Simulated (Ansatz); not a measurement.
# W: the change of energy above lowest point and pressure with volume per atom

Results calculated with Ansatz 0.2.0 development build, not measured. Equation of state of a cubic crystal from periodic Kohn-Sham density functional theory without spin; pressure corrected for the finite basis.

Cell of the first row (space group Im-3m, No. 229):
```
cell vectors (Å)
  -1.5597     1.5597     1.5597
   1.5597    -1.5597     1.5597
   1.5597     1.5597    -1.5597
atoms (fractions of the cell vectors)
W   0.00000  0.00000  0.00000
```

Settings of every row: formula W; structure type bcc; functional PBE; spin treatment none; k mesh 48x48x48; occupation method fermi-dirac; occupation width 0.061225619 eV; wave cutoff 420 eV; datasets soft-1 PAW; density cutoff ratio 4.

Limits: no spin-orbit coupling, which can matter with elements this heavy.

| row | volume per atom (Å³) | energy above lowest point (meV/atom) | pressure (GPa) |
| --- | --- | --- | --- |
| 1 | 15.178 | 59.9 | 21.108 |
| 2 | 15.501 | 25.41 | 13.259 |
| 3 | 15.824 | 5.93 | 6.186 |
| 4 | 16.147 | 0 | -0.189 |
| 5 | 16.47 | 6.27 | -5.934 |
| 6 | 16.793 | 23.54 | -11.113 |
| 7 | 17.116 | ? | ? |

Question: what energy above lowest point and pressure should row 7 give?

Worked fit of energy above lowest point. Take u = (V_r/V)^(2/3) − 1 with V_r = 15.985 Å³ an atom, which is twice the finite (Eulerian) strain; such expansions in the strain, on which the Birch-Murnaghan equation of state is built, carry the rest volume and the bulk modulus. The shown rows have u = 0.03514, 0.02071, 0.00677, -0.0067, -0.01973, -0.03234. Least squares give energy above lowest point = 1.371 + 437.91 × u + 34833.6 × u² + 2954 × u³ meV/atom; a parabola predicts inner rows, each left out in turn, worse (root mean square 0.037 against 0.0054 meV/atom). All shown rows lie on it to the printed digit. Its lowest point lies at u = -0.0063, or V = 16.14 Å³ an atom, and the curvature there gives the bulk modulus at fixed shape and fractions, B = (4/9)(1 + u)² E″(u)/V = 303 GPa. The withheld row has u = -0.04455, so the fit gives 1.371 + 437.91 × (-0.04455) + 34833.6 × (-0.04455)² + 2954 × (-0.04455)³ = 50.74 meV/atom.

The calculation gave 50.72 meV/atom. The fit lies 0.02 meV/atom (0.033 % of the column's range) above it; its largest miss of a shown row is 0.00 meV/atom. This row lies beyond the range of the fit.

Worked fit of pressure. Take u = (V_r/V)^(2/3) − 1 with V_r = 15.985 Å³ an atom, which is twice the finite (Eulerian) strain; such expansions in the strain, on which the Birch-Murnaghan equation of state is built, carry the rest volume and the bulk modulus. The shown rows have u = 0.03514, 0.02071, 0.00677, -0.0067, -0.01973, -0.03234. Least squares give pressure = 2.9261 + 473.062 × u + 1232.14 × u² + 853 × u³ GPa; a parabola predicts inner rows, each left out in turn, worse (root mean square 0.011 against 0.00092 GPa). The rows lie off it by 0.000, 0.000, 0.001, -0.001, 0.000, 0.000. The pressure vanishes at u = -0.0063, or V = 16.14 Å³ an atom, and there the bulk modulus at fixed shape and fractions is B = −V dP/dV = (2/3)(1 + u) dP/du = 303 GPa. The withheld row has u = -0.04455, so the fit gives 2.9261 + 473.062 × (-0.04455) + 1232.14 × (-0.04455)² + 853 × (-0.04455)³ = -15.779 GPa.

The calculation gave -15.777 GPa. The fit lies 0.002 GPa (0.0054 % of the column's range) below it; its largest miss of a shown row is 0.001 GPa. This row lies beyond the range of the fit.
